\section*{The third harmonic of a MOSFET model that is singular at $V_{ds}=0$}

A closed antenna switch swings through $V_{ds}=0$ twice per period. A compact model whose current has a discontinuous second derivative there predicts a third harmonic that rises by 2~dB per dB of drive, where a smooth device gives 3~dB per dB. I will derive both slopes, the amplitude at which they cross, and the condition on the velocity law, and then put numbers into an SOI switch at 1~GHz.

\subsection*{Premises and conventions}

The device is an n-channel transistor, symmetric between source and drain, in strong inversion, isothermal and quasi-static. Potentials are counted from the mean of the source and drain potentials, so the drain is at $+V/2$ and the source at $-V/2$, with $V=V_{ds}$. Gate and body stay at fixed voltages $V_G$, $V_B$ above that mean. This is the arrangement of the Gummel symmetry test, and it is also how a switch works: gate and body are fed through large resistors and follow the channel capacitively. The current $I$ flows from drain to source. Exchanging the two terminals gives $I(-V)=-I(V)$.

The drive is $V=A\sin\theta$ with $\theta=\omega t$. An odd function of $\sin\theta$ is odd in $\theta$ and changes sign under $\theta\to\theta+\pi$, so only odd sine harmonics occur:
\begin{equation}
I=\sum_{n\ \mathrm{odd}} I_n\sin n\theta ,\qquad I_n=\frac{2}{\pi}\int_0^{\pi} I(A\sin\theta)\,\sin n\theta\,d\theta .
\label{eq:fourier}
\end{equation}
Power goes as amplitude squared at both frequencies, so the slope of third-harmonic power against drive power, both in dB, is $s=d\ln|I_3|/d\ln A$.

One physical premise remains. At $V=0$ the device is in equilibrium and nothing in its transport changes character there, so I take the true $I(V)$ to be analytic near zero. With oddness,
\begin{equation}
I=gV+a_3V^3+a_5V^5+\dots
\label{eq:analytic}
\end{equation}

\subsection*{How a model acquires a term $V|V|$}

A source-referenced model supplies a smooth function $F(V_{gs},V_{ds},V_{bs})$ for $V_{ds}\ge0$ and swaps the terminals when $V_{ds}<0$. In our drive $V_{gs}=V_G+V/2$ and $V_{bs}=V_B+V/2$ for $V\ge0$. Define $\phi(V)=F(V_G+V/2,\,V,\,V_B+V/2)=gV+cV^2+a_3V^3+\dots$. The swap gives $I=\mathrm{sgn}(V)\,\phi(|V|)$, that is
\begin{equation}
I=gV+cV|V|+a_3V^3+\dots
\label{eq:singular}
\end{equation}
This is odd, and its first derivative $g+2c|V|+\dots$ is continuous, but the second derivative jumps from $-2c$ to $+2c$. Since $F$ vanishes at $V_{ds}=0$ for all $V_{gs}$ and $V_{bs}$, every derivative that contains no $V_{ds}$ vanishes there, and the chain rule leaves
\begin{equation}
c=\tfrac12\phi''(0)=\tfrac12\left(F_{dd}+F_{gd}+F_{bd}\right).
\label{eq:c}
\end{equation}
As an example take $F=\beta\,[V_{gs}-V_{t0}+(m'-1)V_{bs}+\eta V_{ds}-mV_{ds}/2]\,V_{ds}$, where $m'-1$ is the body-effect slope of the threshold, $m$ the bulk-charge factor and $\eta$ the drain-induced threshold lowering per volt. Then $F_{dd}=\beta(2\eta-m)$, $F_{gd}=\beta$, $F_{bd}=\beta(m'-1)$, and $c=\beta[\eta+(m'-m)/2]$.

\emph{Question: so the plain square law is harmless?}

Yes. With $\eta=0$ and $m'=m$ the even term cancels and $I=gV$. The swap does harm only when the three derivatives in \eqref{eq:c} fail to cancel, and independently fitted $m$, $m'$, $\eta$ give no reason for them to cancel. From here on $\eta$ denotes the uncancelled remainder, so that $c=g\eta/V_{gt}$, with $V_{gt}=g/\beta$ the overdrive at $V=0$.

\subsection*{Fourier coefficients}

Write $b_n(p)$ for the coefficient \eqref{eq:fourier} of $\mathrm{sgn}(\sin\theta)|\sin\theta|^p$. For $p=2$ use $\sin^2\theta=(1-\cos2\theta)/2$ and $\cos2\theta\sin n\theta=\tfrac12[\sin(n+2)\theta+\sin(n-2)\theta]$. For odd $k$ of either sign, $\int_0^\pi\sin k\theta\,d\theta=2/k$. Hence
\begin{equation}
b_n(2)=\frac{2}{\pi}\left[\frac1n-\frac12\left(\frac1{n+2}+\frac1{n-2}\right)\right]=\frac{2}{\pi}\left[\frac1n-\frac{n}{n^2-4}\right]=-\frac{8}{\pi n(n^2-4)} .
\label{eq:bn2}
\end{equation}
So $b_1(2)=8/(3\pi)$, $b_3(2)=-8/(15\pi)=-0.170$ and $b_5(2)=-8/(105\pi)$. For the cubic term, $\sin^3\theta=(3\sin\theta-\sin3\theta)/4$ gives $b_3(3)=-1/4$, and the linear term gives nothing. The third harmonic of \eqref{eq:singular} is
\begin{equation}
I_3=-\frac{8cA^2}{15\pi}-\frac{a_3A^3}{4}+\dots
\label{eq:I3}
\end{equation}
With $c=0$ the slope tends to 3 at small $A$; with any $c\neq0$ it tends to 2. The two terms are equal in magnitude at
\begin{equation}
A^*=\frac{32\,|c|}{15\pi\,|a_3|},
\label{eq:Astar}
\end{equation}
and the spurious term dominates for $A<A^*$. With $r=A/A^*$, $|I_3|\propto A^2|1\pm r|$, the upper sign holding when $c$ and $a_3$ have the same sign. Differentiating the logarithm,
\begin{equation}
s=2+\frac{r}{1+r}\quad(ca_3>0),\qquad s=2-\frac{r}{1-r}\quad(ca_3<0).
\label{eq:slope}
\end{equation}
In the first case the slope climbs smoothly from 2 to 3. In the second the harmonic passes through a null at $A^*$, which the analytic device does not have.

For general $p$ use $\sin3\theta=3\sin\theta-4\sin^3\theta$ and $S(q)=\int_0^\pi\sin^q\theta\,d\theta$. Integrating $\sin^{q+1}\theta\cdot\sin\theta$ by parts gives $S(q+2)=(q+1)[S(q)-S(q+2)]$, so $S(q+2)=S(q)(q+1)/(q+2)$. Then $b_3=(2/\pi)[3S(p+1)-4S(p+3)]$ and, from $\sin5\theta=5\sin\theta-20\sin^3\theta+16\sin^5\theta$ with the recursion applied twice,
\begin{equation}
b_3(p)=\frac{2S(p+1)}{\pi}\,\frac{1-p}{p+3},\qquad b_5(p)=\frac{2S(p+1)}{\pi}\,\frac{(p-1)(p-3)}{(p+3)(p+5)} .
\label{eq:bp}
\end{equation}
$S$ is positive, so $b_3$ vanishes only at $p=1$ and $b_5$ only at $p=1$ and 3. With $S(3)=4/3$ and $S(4)=3\pi/8$ the values above return; $S(5)=16/15$ and $S(6)=5\pi/16$ give $b_3(4)=-32/(35\pi)$ and $b_3(5)=-5/16$.

\emph{Question: is only the third harmonic affected?}

No. In the analytic law \eqref{eq:analytic}, $\sin^k\theta$ contains no harmonic above $k$, so harmonic $n$ starts at $A^n$. By \eqref{eq:bn2} the term $V|V|$ feeds every odd harmonic with $A^2$, and the coefficients fall only as $n^{-3}$. The fifth harmonic gets slope 2 in place of 5, and a harmonic-balance solution converges algebraically in the number of harmonics kept.

\subsection*{Velocity laws}

Let $\psi(x)$ be the channel potential, running from $-V/2$ at $x=0$ to $V/2$ at $x=L$, $E=d\psi/dx$, and $Q=C_{ox}(V_{gt}-m\psi)$ the magnitude of the electron sheet charge. The current is $I=WQv$ with
\begin{equation}
v=\frac{\mu E}{\left(1+|E/E_c|^{b}\right)^{1/b}},\qquad E_c=\frac{v_{sat}}{\mu},
\label{eq:vel}
\end{equation}
the form used by Caughey and Thomas (1967). For $\xi=E/E_c$ and $|\xi|<1$ the binomial series gives
\begin{equation}
\frac{v}{v_{sat}}=\xi-\frac1b\,\xi|\xi|^{b}+\frac{1+b}{2b^2}\,\xi|\xi|^{2b}-\dots
\end{equation}
If $b$ is an even integer, $|\xi|^b=\xi^b$ and $v$ is analytic near zero. Conversely, suppose $v$ is analytic. Then $G=v/(v_{sat}\xi)$ is analytic with $G(0)=1$, so $G^{-b}-1=|\xi|^b$ is analytic as well. For odd $b$ the $b$-th derivative of $|\xi|^b$ jumps from $-b!$ to $+b!$, and for non-integer $b$ the derivative of order $\lceil b\rceil$ diverges. So among positive $b$ the law is analytic for even integers and for no others.

Now the terminal current. For $b=1$ and $V>0$, $I(1+E/E_c)=W\mu QE$. Integrate over $x$, with $I$ constant and $E\,dx=d\psi$. The left side gives $I(L+V/E_c)$. On the right the term $m\psi$ is odd over the symmetric interval and drops out. With $g=W\mu C_{ox}V_{gt}/L$ and $V_c=E_cL$, and the odd continuation to $V<0$,
\begin{equation}
I=\frac{gV}{1+|V|/V_c}:\qquad c=-\frac{g}{V_c},\quad a_3=+\frac{g}{V_c^2}.
\label{eq:b1}
\end{equation}
For $b=2$, squaring $I=WQv$ and solving for the field gives $IE^{-1}=W\mu\sqrt{Q^2-q^2}$ with $q=I/(Wv_{sat})$. Since $dx=d\psi/E$,
\begin{equation}
IL=W\mu\int_{-V/2}^{V/2}\sqrt{Q^2-q^2}\,d\psi=W\mu\left[Q_0V-\frac{q^2V}{2Q_0}+O(V^5)\right],
\end{equation}
with $Q_0=C_{ox}V_{gt}$. To lowest order $q=gV/(Wv_{sat})=Q_0V/V_c$, so $c=0$ and $a_3=-g/(2V_c^2)$. The compact form $I=gV/\sqrt{1+V^2/V_c^2}$ has the same $a_3$, and I use it below. For general $b$ the field is $V/L$ to lowest order, and the first correction is $-gV|V/V_c|^b/b$, a power $p=b+1$.

By \eqref{eq:bp} that term has a third harmonic for every $b>0$, with slope $b+1$. It wins at small drive over a cubic term when $b<2$; slope 2 belongs to $b=1$ alone, and $b=3/2$ would give $5/2$. For non-even $b>2$ the third harmonic keeps slope 3, provided some other mechanism supplies an $a_3$, and the defect moves upwards: $b=3$ gives the fifth harmonic slope 4.

\emph{Question: $b=1$ is the customary choice for holes. Is that wrong physics?}

The exponent is chosen to shape the approach to saturation, at $E$ comparable with $E_c$. At low field the symmetry and smoothness premises apply to the crystal as well, and they allow only $\mu(E)=\mu(1-\lambda E^2+\dots)$. A fit may be adequate for the saturation current and still have the wrong form at the origin, which is where a closed switch operates.

\subsection*{Harmonic balance in the circuit}

In a switch the voltage across a transistor is not imposed. Take $N$ identical transistors in series between a source of open-circuit voltage $e=\hat e\sin\theta$ with resistance $R_0$ and a load $R_0$. They carry the same current, so each drops the same $v$. With $i=gv+h(v)$ and $h=cv|v|+a_3v^3$, the loop equation is $e=2R_0i+Nv$. The network is resistive, so the balance equations at all harmonics together are equivalent to this equation at each instant. Define
\begin{equation}
v_0=\frac{e}{N+2R_0g}=A\sin\theta,\qquad \kappa=\frac{N}{N+2R_0g}=\frac{NR_{on}}{NR_{on}+2R_0},
\end{equation}
with $R_{on}=1/g$. Dividing the loop equation by $N+2R_0g$, and noting $2R_0/(N+2R_0g)=(1-\kappa)/g$, gives $v=v_0-(1-\kappa)h(v)/g$. Inserting this in $i$ gives $i=gv_0+\kappa h(v)$; both relations are exact. One iteration yields $h(v)=h(v_0)-(1-\kappa)h'(v_0)h(v_0)/g+\dots$, and the lowest term of $h'h$ is $2c|v_0|\cdot cv_0|v_0|=2c^2v_0^3$. Through third order,
\begin{equation}
I_3=-\kappa\left[\frac{8cA^2}{15\pi}+\frac{\bar a_3A^3}{4}\right],\qquad \bar a_3=a_3-\frac{2(1-\kappa)c^2}{g}.
\label{eq:loop}
\end{equation}
The circuit scales both terms by $\kappa$ and leaves the slopes 2 and 3 alone. Equations \eqref{eq:Astar} and \eqref{eq:slope} hold with $\bar a_3$ in place of $a_3$. The feedback term cannot be dropped for $b=1$: there $c^2/g=a_3$, so $\bar a_3=-(1-2\kappa)g/V_c^2$, which for small $\kappa$ has the opposite sign to $a_3$ and the same sign as $c$.

\emph{Question: under pure voltage drive, \eqref{eq:b1} has $ca_3<0$. Is there then a null at $A^*=32V_c/(15\pi)=0.679\,V_c$?}

No, because $A/V_c$ is not small there and the truncated series fails. Write the integrand of $I_3$ as $[I/\sin\theta]\cdot\sin^2\theta\,(3-4\sin^2\theta)$. The weight integrates to zero, as $b_3(1)=0$, and goes from positive to negative once as $\sin\theta$ grows. The bracket $gA/(1+A\sin\theta/V_c)$ decreases with $\sin\theta$. Subtracting from the bracket its value at the sign change alters nothing and makes the integrand non-negative, so $I_3>0$ for all $A$. The crossover formula is quantitative only when $A^*\ll V_c$.

To size the truncation, set $u=v_0/V_c$ and $y=i/(gV_c)$, so the loop reads $u=(1-\kappa)y+\kappa v/V_c$. For $b=1$ and $u>0$, $v/V_c=y/(1-y)$; for $b=2$, $v/V_c=y/\sqrt{1-y^2}$. Inverting order by order,
\begin{align}
b=1:\quad y&=u-\kappa u^2-\kappa(1-2\kappa)u^3-\kappa(1-5\kappa+5\kappa^2)u^4-\dots\nonumber\\
b=2:\quad y&=u-\tfrac12\kappa u^3-\kappa\left(\tfrac38-\tfrac34\kappa\right)u^5-\dots
\label{eq:series}
\end{align}
The last term of each line, multiplied by $b_3(4)$ or $b_3(5)$, is the first one missing from \eqref{eq:loop}.

\subsection*{Numbers for an SOI switch at 1 GHz}

All inputs are typical or assumed values for a silicon-on-insulator n-channel switch: $L=0.2~\mu$m, $W=2$~mm, SiO$_2$ gate oxide of 5~nm with relative permittivity 3.9, $V_{gt}=2.1$~V, effective mobility $\mu=0.025$~m$^2$/(V\,s), $v_{sat}=10^5$~m/s, $N=10$, $R_0=50~\Omega$, gate resistor $R_g=50$~k$\Omega$ per transistor, and $\eta=0.03$ for the case with an uncancelled threshold term. What follows is the model's output for these inputs.

We get $C_{ox}=6.91\times10^{-3}$~F/m$^2$, $g=3.63$~S, $R_{on}=0.276~\Omega$, $\kappa=0.0268$, $E_c=4.0\times10^6$~V/m and $V_c=0.80$~V. The insertion loss, $20\log_{10}(1+NR_{on}/2R_0)$, is 0.24~dB. The available power $P_{av}=\hat e^2/(8R_0)$ fixes $A$. At 35~dBm (dB relative to 1~mW), $\hat e=35.6$~V, $A=95.5$~mV, $A/V_c=0.119$, and the fundamental current $gA$ is 0.346~A. The harmonic power in the load is $P_3=I_3^2R_0/2$. Relative to $gA$, \eqref{eq:loop} gives, with $a=A/V_c$,
\begin{align}
b=1:\quad &\kappa a\left[\frac{8}{15\pi}+\frac{(1-2\kappa)a}{4}\right],\qquad b=2:\quad \frac{\kappa a^2}{8},\nonumber\\
b=2\ \text{with}\ \eta:\quad &\kappa a\left|\frac{a}{8}-\frac{8}{15\pi}\frac{\eta V_c}{V_{gt}}\right| .
\end{align}
In the third case $c/g=0.0143$~V$^{-1}$, $a_3/g=-0.78$~V$^{-2}$, and the feedback term changes $a_3$ by only 0.05~\%, so it is omitted.

\begin{center}
\begin{tabular}{ccccc}
$P_{av}$ (dBm) & $A$ (mV) & $P_3$, $b=1$ & $P_3$, $b=2$ & $P_3$, $b=2$ with $\eta$\\
5 & 3.02 & $-90$ & $-142$ & $-132$\\
15 & 9.55 & $-70$ & $-112$ & $-122$\\
25 & 30.2 & $-50$ & $-82$ & $-86$\\
35 & 95.5 & $-29$ & $-52$ & $-53$
\end{tabular}
\end{center}

$P_3$ is in dBm. The terms left out, from \eqref{eq:series}, raise the 35~dBm entries by 0.2~dB for $b=1$ and 0.1~dB for $b=2$, hence whole decibels. The $b=2$ column gains 30~dB per 10~dB of drive. The $b=1$ column gains about 20~dB; its nominal crossover, $A^*=32V_c/[15\pi(1-2\kappa)]=0.57$~V, lies far above the working amplitudes, and \eqref{eq:slope} gives $s=2.05$ at 25~dBm. In amplitude the singular model exceeds the analytic one by a factor of 13 at 35~dBm and 116 at 15~dBm. Models that write the $b=1$ law with $2v_{sat}/\mu$ in place of $E_c$ halve $c$; the slope-2 line drops by 6~dB and keeps its slope.

The last column has its crossover inside the working range: $A^*=12.4$~mV, reached at $P_{av}=17.3$~dBm, with $A^*\ll V_c$ as required. Here $c>0$ and $a_3<0$, so the crossover is a null. The model overestimates the harmonic at 5~dBm, underestimates it around the null, and approaches the analytic line from below at high drive.

\emph{Question: the whole stack swings against ground. Does the gate really follow the channel?}

Nearly. Let $V_m$ be the phasor of the mean channel potential and $\delta$ that of the change in gate-to-channel voltage. The gate node obeys $j\omega C_{gg}\delta=-(\delta+V_m)/R_g$, so $|\delta|\simeq|V_m|/(\omega R_gC_{gg})$, in quadrature with $V_m$. With $C_{gg}=C_{ox}WL=2.76$~pF, $\omega R_gC_{gg}=868$. At 35~dBm $|V_m|\simeq gAR_0=17.3$~V and $\epsilon=|\delta|/V_{gt}=0.0095$. The conductance becomes $g(1+\epsilon\cos\theta)$, so $h=g\epsilon\cos\theta\,v$. To first order this gives a second harmonic $\kappa\epsilon/2$ relative to the carrier, $-78$~dBc, so the oddness premise does fail for even harmonics. The iteration term $-(1-\kappa)g\epsilon^2\cos^2\theta\,v_0$, with $\cos^2\theta\sin\theta=(\sin\theta+\sin3\theta)/4$, gives a third harmonic $\kappa(1-\kappa)\epsilon^2/4$. It has slope 3 and is 1.2~\% of the $b=2$ amplitude.

\emph{Question: are there other analytic sources of $a_3$ in the channel?}

Any curvature of $f(\psi)=\mu Q$. The integral $\int f\,d\psi$ over the symmetric interval is $fV+f''V^3/24$, so it adds $f''/(24f)$ to $a_3/g$. To rival $1/(2V_c^2)$ it needs $|f''/f|=12/V_c^2=19$~V$^{-2}$. Mobility degradation, $f\propto w/(1+\vartheta w)$ with $w=V_{gt}-m\psi$, gives $|f''/f|=2m^2\vartheta/[V_{gt}(1+\vartheta V_{gt})^2]$, which is 0.15~V$^{-2}$ for assumed $\vartheta=0.3$~V$^{-1}$ and $m=1.2$. Velocity saturation sets $a_3$ here. A linear series resistance $R_{sd}$ per transistor only replaces $2R_0$ by $2R_0+NR_{sd}$ in the loop equation.

\emph{Question: why not smooth the absolute value?}

Replacing $|V|$ by $\sqrt{V^2+\Delta^2}-\Delta$ makes the model analytic, and for $|V|\ll\Delta$ the term becomes $cV^3/(2\Delta)$. Slope 3 returns only for $A\ll\Delta$, and with a spurious cubic coefficient. For $c=-g/V_c$ it is $V_c/\Delta$ times the $b=2$ value, a factor of 16 for an assumed $\Delta=50$~mV. A correct slope at low drive is necessary and does not by itself prove a correct level.

\subsection*{Range of validity}

The result \eqref{eq:loop} needs $A\ll V_c$ and $A\ll V_{gt}/m$, so that the series converge quickly and the channel stays in strong inversion. It needs symmetric drive about $V_{ds}=0$. With a dc offset larger than $A$ the waveform never meets the singular point, $V|V|$ acts as a plain square, and by itself it gives dc, fundamental and second-harmonic terms only.

It needs quasi-static, resistive behaviour. The transit time $\tau=L^2/(\mu V_{gt})=C_{gg}/g$ is 0.76~ps and $3\omega\tau=0.014$, which is small. The charge model, however, can carry the same defect. A terminal charge $kC_{gg}V|V|/V_{gt}$, with $k$ dimensionless, gives a third-harmonic current in quadrature with the resistive one, again with slope 2; differentiation in time multiplies its third harmonic by $3\omega$, so its ratio to the $\eta$ term is $3\omega\tau k/\eta=0.48\,k$. For $k$ of order one this rivals the $\eta$ term and turns the null at 17.3~dBm into a shallow dip, so the depth of the null is not a prediction. Reactive terminations at $3\omega$ replace $\kappa$ in the leading term by a complex factor independent of $A$ and leave the limiting slopes unchanged.

Finally, the calculation covers the closed arm only. At 35~dBm it gives $-64$~dBc for $b=1$ and $-86$~dBc for $b=2$. As typical knowledge and not as a measurement, complete SOI antenna switches show a third harmonic of roughly $-80$~dBc at this drive and frequency. The analytic on-arm model falls some 6~dB below that, the expected direction since it omits the voltage-dependent capacitances of the open arms and of the substrate, while the $b=1$ model overshoots by some 16~dB from the term $cV|V|$ and its feedback alone.